## Why does each further gigapascal take less volume out of Ga₂Pt?

A cubic crystal of Ga₂Pt is squeezed in a density-functional calculation, from a slight pull (negative pressure) up to 40 GPa. At each pressure the cell finds its best size. The volume change, the change of the cell edge a and the enthalpy change all count from the cell at zero pressure.

Fluorite-type Ga₂Pt (Fm-3m, 17.28 Å³ per atom at zero pressure) was relaxed at each pressure with its symmetry kept, and changes are relative to the zero-pressure cell. The calculations used Ansatz 0.2.0 with PBEsol, scalar-relativistic plane-wave PAW, no spin polarisation, a 420 eV cutoff, 0.1 eV Gaussian smearing and, at zero pressure, a 12×12×12 k mesh.

| pressure (GPa) | volume change (%) | enthalpy change (eV/atom) | a change (%) |
| --- | --- | --- | --- |
| -2 | 1.59 | -0.217 | 0.53 |
| 0 | 0.00 | 0.000 | 0.00 |
| 2 | -1.44 | 0.214 | -0.48 |
| 5 | -3.36 | 0.530 | -1.13 |
| 10 | -6.20 | 1.043 | -2.11 |
| 20 | -10.67 | 2.030 | -3.69 |
| 40 | -17.10 | 3.886 | -6.06 |

The first 20 GPa remove 10.67 % of the original volume. The next 20 GPa remove only 17.10 − 10.67 = 6.43 %. Three explanations come to mind: there is less volume left to remove, the geometry of a shrinking cell helps it to resist, or the bonds themselves become stiffer. All three bend the curve the right way, so the direction of the bend can't choose between them. Its size can.

### (a) Is it enough that less volume is left?

Suppose that each gigapascal removes the same fraction of whatever volume remains. Find this fraction near zero pressure and predict the volume at 40 GPa.

**Solution.** The quantity needed is the bulk modulus B, the pressure step divided by the fractional loss of volume that it causes. If B keeps its initial value B₀, the volume V falls exponentially from its starting value V₀:

V = V₀ exp(−P/B₀)

The rows at −2 and 2 GPa lie closely on either side of zero pressure and give B₀:

B₀ = 4 GPa / ln(1.0159/0.9856) ≈ 132 GPa

This is the stiffness of the computed crystal. A real sample may differ somewhat. The functional PBEsol is an approximation, used here with PAW datasets made for the functional PBE, and spin-orbit coupling, which can matter for platinum, and the zero-point motion of the atoms are left out. The argument below needs only the way in which the stiffness changes.

At pressures far below 132 GPa the exponential is nearly a straight line, and any sensible explanation gives the same answer there. The test lies at the other end. At 40 GPa the exponential predicts a volume loss of 26 %, whereas the calculation gives 17 %. A straight line through the origin would have given 40/132, or 30 %, so the shrinking remainder does bend the curve, but far too little.

The table also contradicts the assumption directly. Between 20 and 40 GPa the volume falls from 0.8933 to 0.8290 of its starting value. The mean bulk modulus of that step is therefore 20 GPa / ln(0.8933/0.8290), about 268 GPa, which is twice the initial value. The crystal has become harder to compress, even when each loss is measured against the volume still present.

### (b) Does a stiffer crystal need stiffer bonds?

A bulk modulus describes the whole crystal. Could it double while every bond still acts as a spring of constant stiffness? Work out the pressure that such springs would need to reach the cell found at 40 GPa.

**Solution.** In this structure symmetry fixes the place of every atom within the cell. When the edge shrinks by 1 %, every distance between atoms shrinks by 1 %. The energy therefore depends on a single number, x, the edge divided by its length at zero pressure.

Now connect the atoms by ideal springs, between near or distant neighbours alike. The energy of a spring is quadratic in its length, and all lengths are proportional to x. The total energy E is then a parabola in x, with its minimum at x = 1. Its curvature is set by the initial bulk modulus:

E = (9/2) B₀V₀ (1 − x)²

The pressure is the energy gained for each unit of volume lost. Since V = V₀x³, a small change dx alters the volume by 3V₀x² dx, and so

P = −dE/dV = 3B₀ (1 − x)/x²

The numerator is the familiar law of a spring, with a force proportional to the shortening. The denominator is geometry. The faces of a smaller cell have a smaller area, so the same force amounts to a higher pressure. This is why the crystal can stiffen although no spring does.

At 40 GPa the edge has shrunk by 6.06 %, so x = 0.9394 and x² = 0.8825. The springs need

P = 3 × 132.1 GPa × 0.0606/0.8825 ≈ 27 GPa

The calculated crystal needs 40 GPa to reach the same size. Put the other way round, constant springs under 40 GPa would lose 23 % of their volume instead of 17 %. Only the rows at ±2 GPa entered this estimate, so the row at 40 GPa tests it fairly.

The limit of small pressure shows how weak the geometric effect is. Let e = 1 − x be a small shortening. The formula then gives a bulk modulus of about B₀(1 + 3e), while the pressure is about 3B₀e. The modulus thus grows by just 1 GPa for each GPa applied. Geometry is a real part of the answer, but the bonds can't be springs of constant stiffness.

### (c) How fast do the bonds stiffen, and why?

Take the geometry out of the pressure and see what remains. Then look for the same stiffening in the energy.

**Solution.** Solve the spring formula for the stiffness and call the result k:

k = P x² / [3(1 − x)]

This is the force divided by the shortening, expressed as a pressure. It lumps together all the forces in the crystal, so it is an effective stiffness and not that of a single Ga–Pt bond. Constant springs would give the same k in every row, equal to B₀. In fact k rises steadily, from 128 GPa in the stretched crystal to 194 GPa at 40 GPa. The second value is 1.47 times B₀, and it is this factor that lifts the 27 GPa of part (b) to the 40 GPa of the calculation.

The growth follows a simple rule. Plotted against the shortening 1 − x, the logarithm of k lies on a nearly straight line. A least-squares line through the six rows at non-zero pressure has a slope of 6.3, and it meets every k to within 0.3 %. (The run listed at 5 GPa settled at 4.95 GPa, which is the value used here.) Each per cent taken off the distances thus raises k by about 6 %. Since k is an average over the whole shortening from x = 1, the stiffness that one further small push meets grows faster, at first about twice as fast.

This exponential rule is known as the Vinet equation of state. Its success here is a good description of the curve, with the row at 40 GPa included in the fit. Other smooth laws of stiffening might do as well over this range, so the exponential form itself should not be read as a law of bonding.

The reason why bonds stiffen at all can be seen from two limits. Pull the atoms far apart, and the force between them must fade to nothing, whereas an ideal spring would pull ever harder. Push them together, and their electron clouds overlap. The Pauli principle keeps electrons from sharing the same state, so crowding them into less space drives up their kinetic energy. A curve that is soft on one side and steep on the other can't be a parabola around its minimum. The row at −2 GPa already shows the soft side, with a k below B₀.

A rough model shows how this works in a metal. The kinetic energy of a gas of electrons grows as 1/x² when the cell shrinks, while the electrostatic attraction that holds the metal together grows only as 1/x. Repulsion therefore gains on attraction with every step inwards. If these two terms were all, the bulk modulus would at first grow by 3 GPa for each GPa applied. The fitted line gives about 5, so the real stiffness must rise more steeply on compression than these two terms allow. Extra repulsion from the filled inner shells of gallium and platinum, pressed against their surroundings, may supply the difference, but this is a guess that volumes alone can't settle.

The energy tells the same story, once it has been separated from the enthalpy. Enthalpy is the energy stored in the crystal plus the product PV. At 40 GPa each atom occupies 17.28 × 0.829 = 14.33 Å³. With 1 eV/Å³ = 160.2 GPa, this gives

PV = 40 × 14.33/160.2 ≈ 3.58 eV per atom

The enthalpy has risen by 3.886 eV per atom, so only about 0.31 eV is stored in the squeezed bonds. Anyone who read the whole enthalpy rise as strain would overrate it more than tenfold.

That small remainder is what the springs have to explain. At the same cell size the parabola of part (b) holds only 0.24 eV per atom, while the stiffening law holds 0.31 eV. The extra energy is the work done against bonds that push back harder and harder. Since thermodynamics ties the enthalpy to the volumes, this is a check that the picture is consistent, and no separate proof of its cause.

The three explanations thus turn out to be layers of one answer. Less volume is left, the faces of the cell are smaller, and the bonds are stiffer, but without the last of these the crystal would give way far too easily. For a similar dense metal, the first thing to look up is the initial bulk modulus. As long as the pressure is only a per cent or two of it, a straight line will do. Beyond that, the modulus should be allowed to grow with pressure. In Ga₂Pt it grows at first by about 5 GPa for each GPa applied.

All this holds for a crystal that keeps its structure, and the calculation obliged it to do so. Fluorite itself, the mineral after which this arrangement of atoms is named, changes to a denser packing under pressure. Whether Ga₂Pt would still choose the cubic cell at 40 GPa is a question that no smooth curve can answer. It takes the enthalpies of the competing structures at the same pressure, and the lowest of all wins.
